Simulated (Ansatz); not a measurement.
These are results of DFT PBE, scalar-relativistic, plane waves, PAW in Ansatz 0.2.0, not measurements. Settings: cutoff 420 eV, Γ-centred meshes spaced at most about 0.3 Å⁻¹, and about 0.25 Å⁻¹ or finer for metals (2π included), Gaussian smearing. Collinear spin in cells that started with moments and kept them past the coarse steps, no spin elsewhere.

Energies over the elements count from the elements' standard structures at the same level (N₂ as a molecule), with no fitted energy shifts.

A relaxed structure of MgGaC4N4 has 22.07 Å³/atom, +0.37 eV/atom against the elements, no gap on its mesh:

```cif
data_structure
_symmetry_space_group_name_H-M 'P 1'
_symmetry_Int_Tables_number 1
_cell_length_a 6.0435
_cell_length_b 6.0435
_cell_length_c 6.0435
_cell_angle_alpha 90.000
_cell_angle_beta 90.000
_cell_angle_gamma 90.000
_cell_volume 220.74
loop_
_atom_site_label
_atom_site_type_symbol
_atom_site_fract_x
_atom_site_fract_y
_atom_site_fract_z
_atom_site_occupancy
Mg1 Mg 0.00000 0.00000 0.00000 1
Ga1 Ga 0.50000 0.50000 0.50000 1
C1 C 0.20720 0.20720 0.20720 1
C2 C 0.20720 0.79280 0.79280 1
C3 C 0.79280 0.20720 0.79280 1
C4 C 0.79280 0.79280 0.20720 1
N1 N 0.31976 0.31976 0.31976 1
N2 N 0.31976 0.68024 0.68024 1
N3 N 0.68024 0.31976 0.68024 1
N4 N 0.68024 0.68024 0.31976 1
```

Question: Predict cell, energy and gap of TiGaC4N4 with the same space group and Wyckoff sites.

Answer: TiGaC4N4 has a = 5.997 Å: 21.57 Å³/atom, +0.37 eV/atom against the elements, no gap on its mesh, a net moment of 0.30 μB/atom. The volume per atom changes by -2.3 % and the formation energy by -0.00 eV/atom (from unrounded values). The moments change too, so the valence or magnetic state isn't the same. Covalent radii: Mg 1.41 Å, Ti 1.60 Å; electronegativities 1.31 and 1.54. The cell doesn't follow the covalent radius here. Around Ti lie 4 C at 2.13 Å; around Ga lie 4 N at 1.88 Å; around C lie 1 N at 1.18 Å and 1 Ti at 2.13 Å; N has 1 C at 1.18 Å and 1 Ga at 1.88 Å.

```
Ti Ga C N
1.0
     5.99703    0.00000    0.00000
     0.00000    5.99703    0.00000
     0.00000    0.00000    5.99703
Ti Ga C N
1 1 4 4
Direct
  0.00000 0.00000 0.00000
  0.50000 0.50000 0.50000
  0.20499 0.20499 0.20499
  0.20499 0.79501 0.79501
  0.79501 0.20499 0.79501
  0.79501 0.79501 0.20499
  0.31880 0.31880 0.31880
  0.31880 0.68120 0.68120
  0.68120 0.31880 0.68120
  0.68120 0.68120 0.31880
```

The two cells were relaxed from separate starts that ended on the same group and sites; neither need be the stable form of its compound. In such compounds of Ti a zero gap at this level may well be an artefact, since no Hubbard U is applied. In MgGaC4N4 P-43m an odd number of electrons in the primitive cell allows no gap without spin; a larger cell or a magnetic state could open one. The reference form of C is held partly by dispersion forces, which this level lacks. Another magnetic order may lie lower. Cells relaxed within their symmetry can be saddle points.

Replacing Mg with Ti shrinks the cell slightly although Ti has the larger covalent radius. The C–N distance of 1.18 Å marks intact cyanide units, so the contraction probably comes from the metal–carbon contacts. Mg binds the carbon lone pairs mainly electrostatically, whereas Ti can add covalent d-orbital overlap and some back-donation into cyanide π* orbitals.

With Ga(III) and four cyanide anions, charge balance leaves Ti formally monovalent. The moment of 0.30 μB/atom, summed over the cell, fits a high-spin d³ ion. In a tetrahedral field this would leave the t₂ level partly filled, so the missing gap probably reflects orbital degeneracy as well, which a Jahn–Teller distortion could lift.

The equal formation energies don't imply equally strong bonding: elemental Ti is far more cohesive than Mg, so the Ti compound must recover more energy from its atoms. Both cells lie above the elements at this level. Whether the reversed cyanide orientation, with nitrogen on Mg or Ti and carbon on Ga, would be lower in energy remains open.
